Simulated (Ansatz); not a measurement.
Strength of the Ge–C bond: C3H5FGe → C2H2FGe + CH3

Species: C3H5FGe `C#[C][GeH]([CH3])[F]`, singlet; C2H2FGe `C#[C][GeH][F]`, doublet; CH3 (methyl radical) `[CH3]`, doublet. 

Shapes, held fixed at every level: PBE0-D4/def2-TZVP. Programs: Ansatz 0.2.0. The zero-point and thermal change to 298 K, harmonic and unscaled (PBE0-D4/def2-TZVP), is -16.5 kJ/mol.

(1) Estimate ΔH(298 K) of this reaction.

## Answers

(1) The highest level, CCSD(T)/def2-TZVPP, gives ΔH(298 K) = +351.8 kJ/mol; the levels span +323.0 to +392.7. The column of differences is taken from that level and isn't an error. No measured value is set beside it here. Open shells run unrestricted. Relativity is left out for Ge. Outer-core shells of Ge are correlated in most correlated rows, in sets that cover them unevenly.

| level | kind | ΔH(298 K) (kJ/mol) | less CCSD(T)/def2-TZVPP |
| --- | --- | --- | --- |
| MP2/def2-SVP | perturbation theory | +360.2 | +8.4 |
| SPW92/def2-TZVPP | LDA | +392.7 | +40.9 |
| PBE-D4/def2-TZVPP | GGA | +334.3 | -17.5 |
| B3LYP-D4/def2-TZVPP | global hybrid | +326.9 | -24.9 |
| BHLYP-D4/def2-TZVPP | global hybrid | +328.5 | -23.3 |
| PBE0-D4/def2-TZVPP | global hybrid | +338.7 | -13.1 |
| r2SCAN0-D4/def2-TZVPP | global hybrid | +323.0 | -28.8 |
| CCSD(T)/def2-TZVPP | coupled cluster or CI | +351.8 | 0.0 |

Breaking the Ge–CH3 bond is strongly endothermic at every level, with coupled cluster giving +351.8 kJ/mol, as expected for a robust, polar two-electron σ bond. Homolysis gives up the overlap between a germanium sp-type hybrid and carbon, and little is recovered in the fragments. Methyl gains some stability by becoming planar, whereas the germyl radical probably stays pyramidal, with its unpaired electron in an s-rich orbital on germanium and only modest delocalisation into the ethynyl group.

SPW92 lies highest, the familiar overbinding of the local density approximation, while the gradient-corrected and hybrid functionals all fall below coupled cluster. Exact exchange alone doesn't order them: PBE0 lies above PBE, yet BHLYP barely differs from B3LYP. The closeness of MP2 to coupled cluster may partly reflect compensation between its correlation treatment and its smaller basis. Without a reference germane, the result doesn't show whether fluorine and ethynyl strengthen or weaken the bond to methyl.
